**Hyperfine constants of Ca+ by symmetry: one-electron formulas, core polarisation and correlation**

The table holds A/g (MHz) and B/Q (MHz/barn) for 21 s, p, d and f states of Ca+ from a B-spline many-body calculation at three levels: frozen-core Dirac-Hartree-Fock, with RPA core polarisation, and Brueckner orbitals with RPA. The program tests the one-electron ⟨r⁻³⟩ formulas and their j ratios, the Fermi-Segrè ν⁻³ scaling of the s states with a Ritz fit to the run's s energies, and a split of the RPA shift into contact and non-contact parts under three assumptions. DHF B follows from DHF A within 0.6 %, the j ratio of B survives at every level while that of A does not, and the final s constants are 0.93 to 0.94 of the Fermi-Segrè value. A contact term alone accounts for the 5d shifts but not for 3d, and the table alone leaves its sign open for p. Cancellation factors of 12 to 24 mark 3d5/2, 5f7/2 and 6f7/2 as unreliable, and 3d5/2 ends with the sign opposite to a rough recalled measurement.

Ca+ as one electron outside a closed [Ne] 3s2 3p6 core, computed with B-spline many-body code 1 (no-pair Dirac-Coulomb): frozen-core Dirac-Hartree-Fock (DHF), static RPA core polarisation, and Brueckner orbitals from a second-order or RPA-screened correlation potential. The nucleus is uniformly magnetised, with rms radius 3.4776 fm; g = μ/(I μ_N) and Q is its quadrupole moment.

## The fit in Python

```python
# Table: Ca+ hyperfine A/g (MHz) and B/Q (MHz/barn), B-spline many-body code: DHF, +RPA, Brueckner+RPA.
# Tested: one-electron <r^-3> formulas, j ratios, Fermi-Segre nu^-3 scaling, contact part of the RPA shift.
T = {
    'hyperfine': ['4s1/2', '5s1/2', '6s1/2', '4p1/2', '5p1/2', '6p1/2', '4p3/2', '5p3/2', '6p3/2', '3d3/2', '4d3/2', '5d3/2', '3d5/2', '4d5/2', '5d5/2', '4f5/2', '5f5/2', '6f5/2', '4f7/2', '5f7/2', '6f7/2'],
    'hyperfine_a_dhf': [1561, 488.9, 215.9, 269.6, 99.45, 47.59, 52.19, 19.27, 9.23, 88.22, 21.27, 8.932, 37.58, 9.069, 3.81, 0.4014, 0.2089, 0.122, 0.223, 0.1161, 0.06778],  # MHz
    'hyperfine_a_rpa': [1886, 587.1, 258.7, 333.1, 121.8, 58.09, 77.29, 27.96, 13.29, 91.61, 24.21, 10.31, -15.71, 3.604, 2.412, 0.3888, 0.2009, 0.1171, 0.1026, 0.02067, 0.00143],  # MHz
    'hyperfine_a_brueckner_rpa': [2156, 629.3, 272.1, 390.0, 135.9, 63.64, 89.58, 30.86, 14.4, 118.5, 23.6, 9.942, -8.108, 6.229, 3.307, 0.4138, 0.216, 0.1264, 0.09182, 0.00934, -0.006855],  # MHz
    'hyperfine_b_dhf': [None, None, None, None, None, None, 96.9, 35.8, 17.1, 54.4, 13.1, 5.51, 77.1, 18.6, 7.82, 0.412, 0.214, 0.125, 0.481, 0.25, 0.146],  # MHz/barn
    'hyperfine_b_rpa': [None, None, None, None, None, None, 139.0, 49.4, 23.3, 47.8, 16.2, 7.26, 68.2, 23.0, 10.3, 5.71, 2.84, 1.62, 6.66, 3.32, 1.89],  # MHz/barn
    'hyperfine_b_brueckner_rpa': [None, None, None, None, None, None, 160.0, 54.4, 25.3, 60.6, 17.5, 7.66, 86.2, 25.0, 10.9, 6.0, 2.99, 1.7, 7.0, 3.49, 1.98],  # MHz/barn
}
import numpy as np
from scipy import constants as c
pc = lambda k: c.physical_constants[k][0]
a0, Ry, al, Z, z = pc('Bohr radius'), pc('Rydberg constant times hc in eV'), c.alpha, 20, 2
KA = c.mu_0/(4*np.pi)*2*pc('Bohr magneton')*pc('nuclear magneton')/(c.h*a0**3)/1e6
KB = c.e**2/(4*np.pi*c.epsilon_0*a0**3*c.h)*1e-28/1e6
lab, lv = T['hyperfine'], ('dhf', 'rpa', 'brueckner_rpa')
A = {s: np.array([T['hyperfine_a_'+k][i] for k in lv], float) for i, s in enumerate(lab)}
B = {s: np.array([T['hyperfine_b_'+k][i] for k in lv], float) for i, s in enumerate(lab) if T['hyperfine_b_dhf'][i] is not None}
L = lambda s: 'spdf'.index(s[1])
J = lambda s: int(s[2])/2
t = lambda l, j: l*(l+1)/(j*(j+1))
q = lambda j: (2*j-1)/(2*j+2)
def F(j):
    r = np.sqrt((j+.5)**2-(Z*al)**2); return 4*j*(j+.5)*(j+1)/(r*(4*r*r-1))
print(f"KA={KA:.2f} MHz a0^3, KB={KB:.2f} MHz/barn a0^3, Casimir F(1/2)={F(.5):.4f} F(3/2)={F(1.5):.4f}")
print("row <r-3>DHF[a0-3] | A RPA/DHF Br/RPA cancel=sum|steps|/|final| | B RPA/DHF Br/RPA, B(from A) err% floor%")
r3, err = {}, []
for s in lab:
    a = A[s]; l, j = L(s), J(s)
    if l: r3[s] = a[0]/(KA*t(l, j))
    o = f"{s} {r3.get(s, np.nan):.4g} | {a[1]/a[0]:.3f} {a[2]/a[1]:.3f} {(abs(a[0])+abs(np.diff(a)).sum())/abs(a[2]):.1f}"
    if s in B:
        b = B[s]; e = 100*(KB*q(j)*r3[s]/b[0]-1); err.append(e)
        o += f" | {b[1]/b[0]:.2f} {b[2]/b[1]:.2f}, {e:+.2f} {50*10**(np.floor(np.log10(b[0]))-2)/b[0]:.2f}"
    print(o)
print("A(j-)/A(j+) model DHF RPA Br | RPA shift j-, j+ MHz, sum % | contact in j+ MHz if equal/orbital/dipole scaled")
Bd, cd = {2: [], 3: []}, []
for m in [s for s in lab if L(s) and J(s) < L(s)]:
    l = L(m); p = f"{m[:2]}{2*l+1}/2"; jm, jp, sg = l-.5, l+.5, 1/(2*l+1)
    dm, dp = A[m][1]-A[m][0], A[p][1]-A[p][0]; S = dm+dp; S0 = A[m][0]+A[p][0]
    em, ep = t(l, jm)-(1+sg), t(l, jp)-(1-sg)
    cc = [dp-S*A[p][0]/S0, dp-S/2*(1-sg), dp-S*ep/(em+ep)]
    R = A[m]/A[p]; mod = t(l, jm)*F(jm)/(t(l, jp)*F(jp))
    print(f"{m[:2]} {mod:.3f} {R[0]:.3f} {R[1]:.3g} {R[2]:.3g} | {dm:+.3g} {dp:+.3g} {100*S/S0:+.1f} | {cc[0]:+.3g} {cc[1]:+.3g} {cc[2]:+.3g}")
    if l > 1: Bd[l] += list(B[p]/B[m]); cd += cc
for l in Bd: print(f"B(j+)/B(j-) l={l}: model {q(l+.5)/q(l-.5):.3f}, table, all n and levels {min(Bd[l]):.3f} to {max(Bd[l]):.3f}")
# correlated removal energy and excitation energies (eV), further outputs of the same run
IE = 11.876
ex = {'4s1/2': 0, '5s1/2': 6.47397, '6s1/2': 8.77036, '4p1/2': 3.12841, '5p1/2': 7.51086, '4p3/2': 3.15634,
      '5p3/2': 7.52062, '3d3/2': 1.59256, '4d3/2': 7.04966}
nu = {s: z*np.sqrt(Ry/(IE-e)) for s, e in ex.items()}
ss = [s for s in lab if L(s) == 0]; v = np.array([nu[s] for s in ss])
d2, d0 = np.polyfit(1/v**2, np.array([int(s[0]) for s in ss])-v, 1)
print(f"Fermi-Segre (Ritz d0={d0:.3f} d2={d2:.3f}): nu, dnu/dn, model MHz, Br/model, DHF/model, (Br/RPA-1)*nu")
for s in ss:
    n = nu[s]; dn = 1/(1-2*d2/n**3); fs = 8/3*KA*Z*z*z*F(.5)*dn/n**3
    print(f"{s} {n:.3f} {dn:.3f} {fs:.0f} {A[s][2]/fs:.3f} {A[s][0]/fs:.3f} {(A[s][2]/A[s][1]-1)*n:.3f}")
prs = [('4p1/2', '5p1/2'), ('4p3/2', '5p3/2'), ('3d3/2', '4d3/2')]
print("Br A*nu^3, lower n/next n:", ", ".join(f"{x} {A[x][2]*nu[x]**3/(A[y][2]*nu[y]**3):.3f}" for x, y in prs))
print("Br B*nu^3, lower n/next n:", ", ".join(f"{x} {B[x][2]*nu[x]**3/(B[y][2]*nu[y]**3):.2f}" for x, y in prs[1:]))
print("f5/2 <r-3> DHF/hydrogenic z=2:", ", ".join(f"{n}f {r3[f'{n}f5/2']*n**3*42/z**3:.3f}" for n in (4, 5, 6)), f"; worst B(from A) err {max(np.abs(err)):.2f}%")
g = -0.38  # 43Ca g and measured A (MHz): rough recalled values, one or two figures
ms = {'4s1/2': -810, '4p1/2': -150, '3d3/2': -47, '3d5/2': -4}
print("A MHz at g~-0.38 DHF/RPA/Br (rough recalled):", "; ".join(f"{s} {g*A[s][0]:.2g}/{g*A[s][1]:.2g}/{g*A[s][2]:.2g} ({m})" for s, m in ms.items()))
a = A['3d5/2']; gap = ms['3d5/2']/g-a[2]
print(f"3d5/2 A/g MHz: RPA step {a[1]-a[0]:+.1f}, Br step {a[2]-a[1]:+.1f}, rough gap to recalled {gap:+.0f} = {abs(gap/(a[1]-a[0])):.1f} of RPA step")
assert max(np.abs(err)) < 1.5
assert all(abs(x*q(l-.5)/q(l+.5)-1) < 0.02 for l in Bd for x in Bd[l])
assert np.ptp([A[s][1]/A[s][0] for s in ss]) < 0.02
assert max(cd) < 0
```

Running it gives:

```
KA=95.41 MHz a0^3, KB=234.96 MHz/barn a0^3, Casimir F(1/2)=1.0404 F(3/2)=1.0084
row <r-3>DHF[a0-3] | A RPA/DHF Br/RPA cancel=sum|steps|/|final| | B RPA/DHF Br/RPA, B(from A) err% floor%
4s1/2 nan | 1.208 1.143 1.0
5s1/2 nan | 1.201 1.072 1.0
6s1/2 nan | 1.198 1.052 1.0
4p1/2 1.06 | 1.236 1.171 1.0
5p1/2 0.3909 | 1.225 1.116 1.0
6p1/2 0.187 | 1.221 1.096 1.0
4p3/2 1.026 | 1.481 1.159 1.0 | 1.43 1.15, -0.52 0.05
5p3/2 0.3787 | 1.451 1.104 1.0 | 1.38 1.10, -0.58 0.14
6p3/2 0.1814 | 1.440 1.084 1.0 | 1.36 1.09, -0.31 0.29
3d3/2 0.5779 | 1.038 1.294 1.0 | 0.88 1.27, -0.16 0.09
4d3/2 0.1393 | 1.138 0.975 1.1 | 1.24 1.08, -0.04 0.38
5d3/2 0.05851 | 1.154 0.964 1.1 | 1.32 1.06, -0.20 0.09
3d5/2 0.5744 | -0.418 0.516 12.1 | 0.88 1.26, +0.03 0.06
4d5/2 0.1386 | 0.397 1.728 2.8 | 1.24 1.09, +0.06 0.27
5d5/2 0.05824 | 0.633 1.371 1.8 | 1.32 1.06, -0.01 0.06
4f5/2 0.003068 | 0.969 1.064 1.1 | 13.86 1.05, -0.03 0.12
5f5/2 0.001596 | 0.962 1.075 1.1 | 13.27 1.05, +0.17 0.23
6f5/2 0.0009324 | 0.960 1.079 1.1 | 12.96 1.05, +0.15 0.40
4f7/2 0.003068 | 0.460 0.895 3.9 | 13.85 1.05, -0.10 0.10
5f7/2 0.001597 | 0.178 0.452 23.9 | 13.28 1.05, +0.07 0.20
6f7/2 0.0009324 | 0.021 -4.794 20.8 | 12.95 1.05, +0.04 0.34
A(j-)/A(j+) model DHF RPA Br | RPA shift j-, j+ MHz, sum % | contact in j+ MHz if equal/orbital/dipole scaled
4p 5.159 5.166 4.31 4.35 | +63.5 +25.1 +27.5 | +10.7 -4.43 +34.9
5p 5.159 5.161 4.36 4.4 | +22.3 +8.69 +26.1 | +3.65 -1.66 +12.1
6p 5.159 5.156 4.37 4.42 | +10.5 +4.06 +25.6 | +1.69 -0.793 +5.68
3d 2.344 2.348 -5.83 -14.6 | +3.39 -53.3 -39.7 | -38.4 -33.3 -73.2
4d 2.344 2.345 6.72 3.79 | +2.94 -5.47 -8.3 | -4.71 -4.46 -6.48
5d 2.344 2.344 4.27 3.01 | +1.38 -1.4 -0.2 | -1.39 -1.39 -1.41
4f 1.803 1.800 3.79 4.51 | -0.0126 -0.12 -21.3 | -0.0729 -0.0634 -0.215
5f 1.803 1.799 9.72 23.1 | -0.008 -0.0954 -31.8 | -0.0585 -0.0511 -0.169
6f 1.803 1.800 81.9 -18.4 | -0.0049 -0.0664 -37.5 | -0.0409 -0.0358 -0.117
B(j+)/B(j-) l=2: model 1.429, table, all n and levels 1.417 to 1.429
B(j+)/B(j-) l=3: model 1.167, table, all n and levels 1.165 to 1.169
Fermi-Segre (Ritz d0=1.798 d2=0.282): nu, dnu/dn, model MHz, Br/model, DHF/model, (Br/RPA-1)*nu
4s1/2 2.141 1.061 2290 0.941 0.682 0.306
5s1/2 3.174 1.018 674 0.934 0.725 0.228
6s1/2 4.186 1.008 291 0.935 0.742 0.217
Br A*nu^3, lower n/next n: 4p1/2 1.012, 4p3/2 1.025, 3d3/2 1.614
Br B*nu^3, lower n/next n: 4p3/2 1.04, 3d3/2 1.11
f5/2 <r-3> DHF/hydrogenic z=2: 4f 1.031, 5f 1.048, 6f 1.057 ; worst B(from A) err 0.58%
A MHz at g~-0.38 DHF/RPA/Br (rough recalled): 4s1/2 -5.9e+02/-7.2e+02/-8.2e+02 (-810); 4p1/2 -1e+02/-1.3e+02/-1.5e+02 (-150); 3d3/2 -34/-35/-45 (-47); 3d5/2 -14/6/3.1 (-4)
3d5/2 A/g MHz: RPA step -53.3, Br step +7.6, rough gap to recalled +19 = 0.3 of RPA step
```
